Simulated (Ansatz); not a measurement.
## As2O: pressure and energy above lowest point against volume per atom

All results are calculated (Ansatz 0.2.0 development build). Equation of state of a cubic crystal from periodic Kohn-Sham density functional theory without spin; pressure corrected for the finite basis.

Cell of the first row (space group Fm-3m, No. 225):
```
As2O
1.0
      0.0000     2.8220     2.8220
      2.8220     0.0000     2.8220
      2.8220     2.8220     0.0000
As O
2 1
Direct
  0.25000 0.25000 0.25000
  0.75000 0.75000 0.75000
  0.00000 0.00000 0.00000
```

Settings of every row: formula As2O; structure type antifluorite; functional PBE; spin treatment none; k mesh 33x33x33; occupation method fermi-dirac; occupation width 0.061225619 eV; wave cutoff 420 eV; datasets soft-1 PAW; density cutoff ratio 4.

Limits: a cubic model structure, not a phase known at ambient conditions.

```csv
row,volume per atom (Å³),pressure (GPa),energy above lowest point (meV/atom)
1,14.982,6.392,18.01
2,15.301,4.024,7.69
3,15.62,1.896,1.84
4,15.938,-0.015,0
5,16.257,?,?
6,16.576,-3.277,6.78
7,16.895,-4.663,14.7
```

Question: what pressure and energy above lowest point should row 5 give?

Worked fit of pressure. Take u = (V_r/V)^(2/3) − 1 with V_r = 15.779 Å³ an atom, which is twice the finite (Eulerian) strain; such expansions in the strain, on which the Birch-Murnaghan equation of state is built, carry the rest volume and the bulk modulus. The shown rows have u = 0.03516, 0.02072, 0.00677, -0.00666, -0.03232, -0.04454. Least squares give pressure = 0.9157 + 142.235 × u + 382.83 × u² GPa; a straight line predicts inner rows, each left out in turn, worse (root mean square 0.24 against 0.0041 GPa). The rows lie off it by 0.002, -0.003, 0.000, 0.000, 0.004, -0.003. The pressure vanishes at u = -0.0066, or V = 15.94 Å³ an atom, and there the bulk modulus at fixed shape and fractions is B = −V dP/dV = (2/3)(1 + u) dP/du = 90.9 GPa. The withheld row has u = -0.0197, so the fit gives 0.9157 + 142.235 × (-0.0197) + 382.83 × (-0.0197)² = -1.738 GPa.

The calculation gave -1.733 GPa. The fit lies 0.005 GPa (0.045 % of the column's range) below it; its largest miss of a shown row is 0.004 GPa.

Worked fit of energy above lowest point. Take u = (V_r/V)^(2/3) − 1 with V_r = 15.779 Å³ an atom, which is twice the finite (Eulerian) strain; such expansions in the strain, on which the Birch-Murnaghan equation of state is built, carry the rest volume and the bulk modulus. The shown rows have u = 0.03516, 0.02072, 0.00677, -0.00666, -0.03232, -0.04454. Least squares give energy above lowest point = 0.449 + 135.28 × u + 10297.9 × u² + 1716 × u³ meV/atom; a parabola predicts inner rows, each left out in turn, worse (root mean square 0.032 against 0.0077 meV/atom). All shown rows lie on it to the printed digit. Its lowest point lies at u = -0.0066, or V = 15.94 Å³ an atom, and the curvature there gives the bulk modulus at fixed shape and fractions, B = (4/9)(1 + u)² E″(u)/V = 90.5 GPa. The withheld row has u = -0.0197, so the fit gives 0.449 + 135.28 × (-0.0197) + 10297.9 × (-0.0197)² + 1716 × (-0.0197)³ = 1.77 meV/atom.

The calculation gave 1.77 meV/atom. The fit meets it to the printed digit.
